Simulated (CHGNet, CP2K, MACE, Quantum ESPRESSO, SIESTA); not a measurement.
# Pressure and energy of an amorphous Si0.9Ge0.1 cell between −6 % and +6 % volume, from two machine-learned potentials and three PBE codes

Silicon and germanium both form four covalent bonds, and germanium, the slightly larger atom, can take silicon's place in a disordered network. Films of such alloys serve in solar cells and infrared detectors, where stress left by deposition can bend or crack them. To turn a strain into a stress I need the stiffness of the network, and I need to know whether the network keeps its bonds while it is strained. Here one cell of 71 atoms is compressed and expanded, and five levels of theory are applied to the same geometries. Pressure is positive under compression, and energy is counted per atom from the unchanged cell at the same level. My question is how far the levels agree on both.

## Set-up

One cell of 71 atoms: 71 atoms (64 Si, 7 Ge) placed at random at 2.54 g/cm³, melted at 3500 K for 10 ps at fixed volume with the Tersoff potential (Tersoff, Phys. Rev. B 39, 5566 (1989)). Quenched from 3500 K to 300 K at 100 K/ps and fixed volume, held 5 ps. Then the atoms were relaxed with MACE MP-0b3 medium in the fixed cell. After each change the atoms were relaxed again in the fixed cell with the same machine-learned potential, MACE-MP-0b3 medium; no DFT relaxation followed. All levels are single points on the same geometries, without spin polarisation; k-points Γ alone, a smearing of 0.05 eV. Levels: machine-learned interatomic potential CHGNet 0.3.0, trained on PBE(+U) plane-wave data; machine-learned interatomic potential MACE MP-0b3 medium, trained on PBE(+U) plane-wave data; Quantum ESPRESSO 7.5, PBE, SSSP efficiency 1.3.0 pseudopotentials, plane waves (wave cutoff 612 eV); CP2K 2026.2, PBE, GTH-PBE pseudopotentials, Gaussian and plane waves, DZVP-MOLOPT (UZH set), diagonalisation (grid cutoff 350 Ry); SIESTA 5.4.2, PBE, PseudoDojo 0.4.1 norm-conserving pseudopotentials (converted to PSML), numerical atomic orbitals (DZP), diagonalisation (grid cutoff 300 Ry). In the Quantum ESPRESSO run of the unchanged cell, the cell has a density of 2.54 g/cm³, a pressure of -0.0 GPa and a spacing of 0.06 eV between highest filled and lowest empty level, and its k-points sample 11 Å along the shortest periodic direction.

Notes on method and selection:

- The geometry is the minimum of MACE-MP-0b3 medium, so that potential's own rows are favoured and the others carry forces.
- The atoms move by the relaxing potential between rows, so for the other levels the pressure isn't the slope of the energy along the series.
- The k-points sample a periodic length of only 11 Å along the shortest direction; all electronic-structure levels share this error.
- The open machine-learned potentials were trained mostly on computed crystals (Materials Project trajectories and like sets), at PBE and PBE+U unless another functional is named.
- One small sample stands for the material.
- Too few of these runs have a clean gap for a gap column: frontier levels are partly filled, the cells are metallic on their meshes, or the meshes miss the band edges.
- Where atoms are relaxed at each volume, a cell can fall into another minimum, and loose force tolerances leave some of the strain unrelaxed.
- GFN1-xTB was run on the same cells but is not tabled; its runs at -3 % and -6 % did not finish within their time limit.
- Runs that did not converge, have known faults or may not be shown are not listed, and runs on Ansatz's PAW sets soft_1 and soft_2 are kept to separate tables.

Columns:

- volume change (%): change of the cell's volume, all axes scaled alike.
- volume (Å³/atom): volume per atom.
- pressure (GPa): pressure, a third of the trace of the stress, positive under compression, without a kinetic term.
- energy (meV/atom): energy per atom less that of the unchanged cell at the same level.

## Data

| member | level | volume change (%) | volume (Å³/atom) | pressure (GPa) | energy (meV/atom) |
| --- | --- | --- | --- | --- | --- |
| −6 % | CHGNet 0.3.0 | −6 | 19.9345 | ? | ? |
| −3 % | CHGNet 0.3.0 | −3 | 20.5707 | 0.930 | −4.943 |
| +0 % | CHGNet 0.3.0 | 0 | 21.2069 | −0.122 | 0.000 |
| +3 % | CHGNet 0.3.0 | 3 | 21.8431 | −1.543 | 2.347 |
| +6 % | CHGNet 0.3.0 | 6 | 22.4793 | −2.271 | 3.482 |
| −6 % | MACE MP-0b3 medium | −6 | 19.9345 | 2.251 | −6.603 |
| −3 % | MACE MP-0b3 medium | −3 | 20.5707 | 0.648 | −9.755 |
| +0 % | MACE MP-0b3 medium | 0 | 21.2069 | −0.554 | 0.000 |
| +3 % | MACE MP-0b3 medium | 3 | 21.8431 | −1.990 | 5.055 |
| +6 % | MACE MP-0b3 medium | 6 | 22.4793 | −2.771 | 12.381 |
| −6 % | Quantum ESPRESSO, PBE | −6 | 19.9345 | 3.369 | −3.334 |
| −3 % | Quantum ESPRESSO, PBE | −3 | 20.5707 | 1.351 | −9.177 |
| +0 % | Quantum ESPRESSO, PBE | 0 | 21.2069 | −0.036 | 0.000 |
| +3 % | Quantum ESPRESSO, PBE | 3 | 21.8431 | −1.725 | 4.199 |
| +6 % | Quantum ESPRESSO, PBE | 6 | 22.4793 | −2.578 | 9.854 |
| −6 % | CP2K double zeta, PBE | −6 | 19.9345 | 3.255 | −4.303 |
| −3 % | CP2K double zeta, PBE | −3 | 20.5707 | 1.271 | −10.364 |
| +0 % | CP2K double zeta, PBE | 0 | 21.2069 | −0.104 | 0.000 |
| +3 % | CP2K double zeta, PBE | 3 | 21.8431 | −1.777 | 3.962 |
| +6 % | CP2K double zeta, PBE | 6 | 22.4793 | −2.616 | 8.817 |
| −6 % | SIESTA DZP, PBE | −6 | 19.9345 | 4.065 | −1.338 |
| −3 % | SIESTA DZP, PBE | −3 | 20.5707 | ? | ? |
| +0 % | SIESTA DZP, PBE | 0 | 21.2069 | 0.511 | 0.000 |
| +3 % | SIESTA DZP, PBE | 3 | 21.8431 | −1.256 | 3.314 |
| +6 % | SIESTA DZP, PBE | 6 | 22.4793 | −2.165 | 10.060 |

Cells marked ? are withheld until the estimate has been made.

Least-squares fits to the members shown, with x = volume change (%); R² and errors in the fitted variable (y, or ln y where the fit is in ln y):

| y | level | members | fit | R² | rms residual | leave-one-out rms | the same for the mean of the others |
| --- | --- | --- | --- | --- | --- | --- | --- |
| pressure (GPa) | CHGNet 0.3.0 | 4 | y = −0.2813 − 0.3945 x + 0.009000 x² | 0.99 | 0.12 | 0.79 | 1.7 |
| pressure (GPa) | MACE MP-0b3 medium | 5 | y = −0.6846 − 0.4227 x + 0.01119 x² | 1.00 | 0.089 | 0.24 | 2.3 |
| pressure (GPa) | Quantum ESPRESSO, PBE | 5 | y = −0.2135 − 0.4990 x + 0.01610 x² | 1.00 | 0.11 | 0.28 | 2.7 |
| pressure (GPa) | CP2K double zeta, PBE | 5 | y = −0.2788 − 0.4930 x + 0.01581 x² | 1.00 | 0.11 | 0.28 | 2.6 |
| pressure (GPa) | SIESTA DZP, PBE | 4 | y = 0.3717 − 0.5269 x + 0.01542 x² | 1.00 | 0.12 | 1.4 | 3.2 |
| energy (meV/atom) | CHGNet 0.3.0 | 4 | y = −0.2076 + 1.238 x − 0.1058 x² | 1.00 | 0.15 | 1.0 | 4.3 |
| energy (meV/atom) | MACE MP-0b3 medium | 5 | y = −2.107 + 1.759 x + 0.1290 x² | 0.94 | 2.0 | 7.0 | 10.0 |
| energy (meV/atom) | Quantum ESPRESSO, PBE | 5 | y = −2.266 + 1.325 x + 0.1430 x² | 0.86 | 2.4 | 8.6 | 8.1 (fit no better) |
| energy (meV/atom) | CP2K double zeta, PBE | 5 | y = −2.582 + 1.352 x + 0.1225 x² | 0.83 | 2.7 | 9.9 | 8.3 (fit no better) |
| energy (meV/atom) | SIESTA DZP, PBE | 4 | y = −0.2731 + 0.9347 x + 0.1275 x² | 1.00 | 0.24 | 2.7 | 5.9 |

## Why the values move as they do

Pressure falls with each increase in volume at every level shown. Expansion stretches the network, which pulls back, and compression makes it push outwards.

The step from 0 to +3 % gives the cleanest stiffness, here the bulk modulus, because the atoms hardly moved there beyond the scaling. Dividing the pressure drop by the relative volume change gives 1.689 / 0.03 = 56 GPa for Quantum ESPRESSO and 1.436 / 0.03 = 48 GPa for MACE. CHGNet comes out close to MACE, and the other two PBE codes lie near Quantum ESPRESSO. Both potentials are therefore softer than the PBE codes, a known tendency of potentials trained mostly on crystals near equilibrium.

CP2K follows Quantum ESPRESSO to within 0.12 GPa in all five rows. SIESTA lies 0.41 to 0.70 GPa above it in the four rows shown. Basis and pseudopotentials both differ there, and either could cause the offset.

The energy tells a different story. Work against the pressure is −P ΔV, with 1 GPa Å³ = 6.24 meV. Each step changes the volume by 0.6362 Å³/atom, and I take the mean of the pressures at its two ends. For MACE, which relaxed the atoms, the mean tension up to +3 % is (0.554 + 1.990) / 2 = 1.272 GPa, so expansion should cost 1.272 × 0.6362 × 6.24 = 5.05 meV/atom, and the table has 5.055. The mean pressure down to −3 % is (0.648 − 0.554) / 2 = 0.047 GPa, so compression should cost only 0.047 × 0.6362 × 6.24 = 0.2 meV/atom, yet the energy drops by 9.755. The missing 9.9 meV/atom is about 0.7 eV for the whole cell, far too much for elastic strain. It fits a network that rearranged into a lower minimum, as the large atomic movements at −3 % also suggest.

All levels with a value at −3 % show this drop, though CHGNet gives it only about half the size. The energy column thus mixes elastic strain with a change of structure, and a parabola through it would not yield a reliable stiffness. With one small quenched sample, the size of the drop belongs to this cell and not to the alloy in general.

## A prediction

Plain estimates from the members shown:

- −3 % (SIESTA DZP, PBE), fit at x = −3: 2.091 GPa
- −3 % (SIESTA DZP, PBE), straight-line interpolation between −6 % and +0 %: w = (−3 − (−6)) / (0 − (−6)) = 0.500, so 4.065 + 0.500 × (0.511 − 4.065) = 2.288 GPa
- −3 % (SIESTA DZP, PBE), from its own CHGNet 0.3.0 value plus the mean shift SIESTA DZP, PBE − CHGNet 0.3.0 over the other 3 members (+0.342, standard deviation 0.22): 0.930 + 0.342 = 1.272 GPa
- −3 % (SIESTA DZP, PBE), from its own MACE MP-0b3 medium value plus the mean shift SIESTA DZP, PBE − MACE MP-0b3 medium over the other 4 members (+1.055, standard deviation 0.47): 0.648 + 1.055 = 1.703 GPa
- −3 % (SIESTA DZP, PBE), from its own Quantum ESPRESSO, PBE value plus the mean shift SIESTA DZP, PBE − Quantum ESPRESSO, PBE over the other 4 members (+0.531, standard deviation 0.11): 1.351 + 0.531 = 1.882 GPa
- −3 % (SIESTA DZP, PBE), from its own CP2K double zeta, PBE value plus the mean shift SIESTA DZP, PBE − CP2K double zeta, PBE over the other 4 members (+0.599, standard deviation 0.13): 1.271 + 0.599 = 1.870 GPa
- −6 % (CHGNet 0.3.0), fit at x = −6: 2.410 GPa (an extrapolation)
- −6 % (CHGNet 0.3.0), from its own MACE MP-0b3 medium value plus the mean shift CHGNet 0.3.0 − MACE MP-0b3 medium over the other 4 members (+0.415, standard deviation 0.081): 2.251 + 0.415 = 2.666 GPa
- −6 % (CHGNet 0.3.0), from its own Quantum ESPRESSO, PBE value plus the mean shift CHGNet 0.3.0 − Quantum ESPRESSO, PBE over the other 4 members (−0.004, standard deviation 0.28): 3.369 − 0.004 = 3.365 GPa
- −6 % (CHGNet 0.3.0), from its own CP2K double zeta, PBE value plus the mean shift CHGNet 0.3.0 − CP2K double zeta, PBE over the other 4 members (+0.055, standard deviation 0.26): 3.255 + 0.055 = 3.310 GPa
- −6 % (CHGNet 0.3.0), from its own SIESTA DZP, PBE value plus the mean shift CHGNet 0.3.0 − SIESTA DZP, PBE over the other 3 members (−0.342, standard deviation 0.22): 4.065 − 0.342 = 3.723 GPa

For SIESTA at −3 % I start from Quantum ESPRESSO on the same geometry, since that carries the effect of the rearrangement, which a smooth fit in volume misses. The mean shift of +0.531 GPa is too small here, because the offset grows steadily on compression: 0.413, 0.469, 0.547 and 0.696 GPa at +6, +3, 0 and −6 %. Halfway between the last two it is (0.547 + 0.696) / 2 = 0.62, so the pressure is 1.351 + 0.62 = 1.97 GPa. Interpolating the offset in the same way misses the shown rows at 0 and +3 % by 0.002 and 0.011 GPa. With only two tests I take twice the larger miss as the error.

CHGNet at −6 % lies outside its own rows. Its difference from Quantum ESPRESSO drifts from +0.307 GPa at +6 % to −0.421 at −3 %, so a constant shift would come out too high. I scale the last pressure step instead. Between 0 and −3 % CHGNet rises by 1.052 GPa where Quantum ESPRESSO rises by 1.387, a ratio of 1.052 / 1.387 = 0.758. The next Quantum ESPRESSO step is 2.018 GPa, which gives 0.930 + 0.758 × 2.018 = 2.46 GPa. The same route applied to MACE gives 2.40 GPa against 2.251 in the table, a miss of 0.15, which I take as the error.

**Committed estimate, −3 % (SIESTA DZP, PBE): pressure = 1.97 ± 0.02 GPa.**  
**Committed estimate, −6 % (CHGNet 0.3.0): pressure = 2.46 ± 0.15 GPa.**

## How the estimate fared

| member | level | volume change (%) | volume (Å³/atom) | pressure (GPa) | energy (meV/atom) |
| --- | --- | --- | --- | --- | --- |
| −6 % | CHGNet 0.3.0 | −6 | 19.9345 | 2.626 | 0.344 |
| −3 % | SIESTA DZP, PBE | −3 | 20.5707 | 1.945 | −8.482 |

| member | estimate | pressure (GPa) | computed | estimate − computed | miss in error bars |
| --- | --- | --- | --- | --- | --- |
| −3 % (SIESTA DZP, PBE) | committed | 1.970 | 1.945 | +0.025 | 1.2 |
| −3 % (SIESTA DZP, PBE) | fit | 2.091 | 1.945 | +0.146 |  |
| −3 % (SIESTA DZP, PBE) | interpolation | 2.288 | 1.945 | +0.343 |  |
| −3 % (SIESTA DZP, PBE) | shift from CHGNet 0.3.0 | 1.272 | 1.945 | −0.673 |  |
| −3 % (SIESTA DZP, PBE) | shift from MACE MP-0b3 medium | 1.703 | 1.945 | −0.242 |  |
| −3 % (SIESTA DZP, PBE) | shift from Quantum ESPRESSO, PBE | 1.882 | 1.945 | −0.063 |  |
| −3 % (SIESTA DZP, PBE) | shift from CP2K double zeta, PBE | 1.870 | 1.945 | −0.075 |  |
| −6 % (CHGNet 0.3.0) | committed | 2.460 | 2.626 | −0.166 | 1.1 |
| −6 % (CHGNet 0.3.0) | fit | 2.410 | 2.626 | −0.216 |  |
| −6 % (CHGNet 0.3.0) | shift from MACE MP-0b3 medium | 2.666 | 2.626 | +0.040 |  |
| −6 % (CHGNet 0.3.0) | shift from Quantum ESPRESSO, PBE | 3.365 | 2.626 | +0.739 |  |
| −6 % (CHGNet 0.3.0) | shift from CP2K double zeta, PBE | 3.310 | 2.626 | +0.684 |  |
| −6 % (CHGNet 0.3.0) | shift from SIESTA DZP, PBE | 3.723 | 2.626 | +1.097 |  |

Both estimates fell just outside their error bars, by factors of 1.2 and 1.1.

For SIESTA at −3 % I was 0.025 GPa too high, closer than any plain estimate. The argument that its offset from Quantum ESPRESSO grows on compression held: the offset is 0.594 GPa, between 0.547 at 0 % and 0.696 at −6 %. My error bar, drawn from two small misses, was too narrow.

For CHGNet at −6 % I was 0.166 GPa too low. That beats the fit, but the plain shift from MACE missed by only 0.040 GPa. I was right to reject a constant shift from Quantum ESPRESSO, which came out 0.739 GPa too high. The constant ratio of pressure steps failed, since it rose from 0.758 to 1.696 / 2.018 = 0.840.

The new energies support a rearranged network at −3 %. SIESTA also puts that cell below the unchanged one, by 8.482 meV/atom, so all five levels now agree on the sign. At −6 % CHGNet alone places the compressed cell above the unchanged one, by a mere 0.344 meV/atom.

## Exceptions

Least-squares fits to the whole series, with x = volume change (%); R² and errors in the fitted variable (y, or ln y where the fit is in ln y):

| y | level | members | fit | R² | rms residual | leave-one-out rms | the same for the mean of the others |
| --- | --- | --- | --- | --- | --- | --- | --- |
| pressure (GPa) | CHGNet 0.3.0 | 5 | y = −0.2999 − 0.4089 x + 0.01244 x² | 1.00 | 0.11 | 0.26 | 2.2 |
| pressure (GPa) | MACE MP-0b3 medium | 5 | y = −0.6846 − 0.4227 x + 0.01119 x² | 1.00 | 0.089 | 0.24 | 2.3 |
| pressure (GPa) | Quantum ESPRESSO, PBE | 5 | y = −0.2135 − 0.4990 x + 0.01610 x² | 1.00 | 0.11 | 0.28 | 2.7 |
| pressure (GPa) | CP2K double zeta, PBE | 5 | y = −0.2788 − 0.4930 x + 0.01581 x² | 1.00 | 0.11 | 0.28 | 2.6 |
| pressure (GPa) | SIESTA DZP, PBE | 5 | y = 0.3216 − 0.5220 x + 0.01658 x² | 1.00 | 0.12 | 0.29 | 2.8 |
| energy (meV/atom) | CHGNet 0.3.0 | 5 | y = −1.218 + 0.4522 x + 0.08133 x² | 0.62 | 1.8 | 7.0 | 3.6 (fit no better) |
| energy (meV/atom) | MACE MP-0b3 medium | 5 | y = −2.107 + 1.759 x + 0.1290 x² | 0.94 | 2.0 | 7.0 | 10.0 |
| energy (meV/atom) | Quantum ESPRESSO, PBE | 5 | y = −2.266 + 1.325 x + 0.1430 x² | 0.86 | 2.4 | 8.6 | 8.1 (fit no better) |
| energy (meV/atom) | CP2K double zeta, PBE | 5 | y = −2.582 + 1.352 x + 0.1225 x² | 0.83 | 2.7 | 9.9 | 8.3 (fit no better) |
| energy (meV/atom) | SIESTA DZP, PBE | 5 | y = −2.519 + 1.153 x + 0.1795 x² | 0.85 | 2.3 | 8.0 | 7.6 (fit no better) |

Largest departures from the fit to the whole series:

| member | level | pressure (GPa) | fit | computed − fit | in rms residuals |
| --- | --- | --- | --- | --- | --- |
| +0 % | CHGNet 0.3.0 | −0.122 | −0.300 | +0.178 | 1.6 |
| +0 % | SIESTA DZP, PBE | 0.511 | 0.322 | +0.189 | 1.6 |
| +0 % | Quantum ESPRESSO, PBE | −0.036 | −0.213 | +0.177 | 1.6 |
| +3 % | MACE MP-0b3 medium | −1.990 | −1.852 | −0.138 | 1.6 |

The size of the departures can't tell whether a row is exceptional. A parabola through five points leaves only two degrees of freedom, so even a badly wrong row could not lie far beyond the 1.6 rms residuals listed. The signs say more, because they share a pattern: at every level the unchanged cell lies above its curve and the +3 % cell below it, which points to the common geometries and not to the codes. These two cells have nearly the same network, while the other three seem to have rearranged, so a smooth curve through all five is probably too flat between them.

## Conclusions and limits

Between −6 and +6 % the pressure of this cell falls with volume at all five levels, and a parabola predicts left-out rows with an rms error of up to about 0.3 GPa. For SIESTA at −3 %, a sister PBE code on the same geometry did better once the drift of the offset was followed. On the stiffness from 0 to +3 % the three PBE codes agree to about 3 GPa, while both potentials come out roughly 15 % below Quantum ESPRESSO. These figures are not quite alike, since MACE has its atoms at rest and the other four levels are read on MACE's geometries, with forces left on the atoms. How much of the difference would remain if each level relaxed its own atoms is open. I put the softness down to the potentials' training, but nothing here tests that cause. The atomic movements suggest that the network stays intact up to +3 % but rearranges at +6 % and at both compressions, though the tables hold no count of bonds to confirm it. The energy allows no such rule, because changes of the network outweigh much of the elastic part.

As an illustration for this one cell, and not as a design value for films, I take the Quantum ESPRESSO stiffness of 56 GPa from the step to +3 %. Stretching all three axes by 0.1 % adds 0.3 % in volume and a tension of 0.003 × 56 = 0.17 GPa, as long as the network stays intact. Since MACE placed the atoms, this is not the stiffness of a cell relaxed in PBE. A value to build on would need that relaxation at each volume, a denser k-point mesh and several quenched cells.

Agreement among the PBE codes can't reveal the errors they share, and I can't say which of those is the largest. One is the functional's own. PBE makes silicon-rich solids too large, by roughly 2 % in volume, which puts the pressure at a given volume too high by roughly 0.02 × 56 = 1.1 GPa. That is at least as much as these three codes differ among themselves. Another is the sampling at Γ alone. With a periodic length of only 11 Å and a spacing of 0.06 eV between filled and empty levels, hardly more than the smearing of 0.05 eV, a denser mesh could move both the pressures and the stiffness. This series holds no such mesh, so the size of that error is unknown.
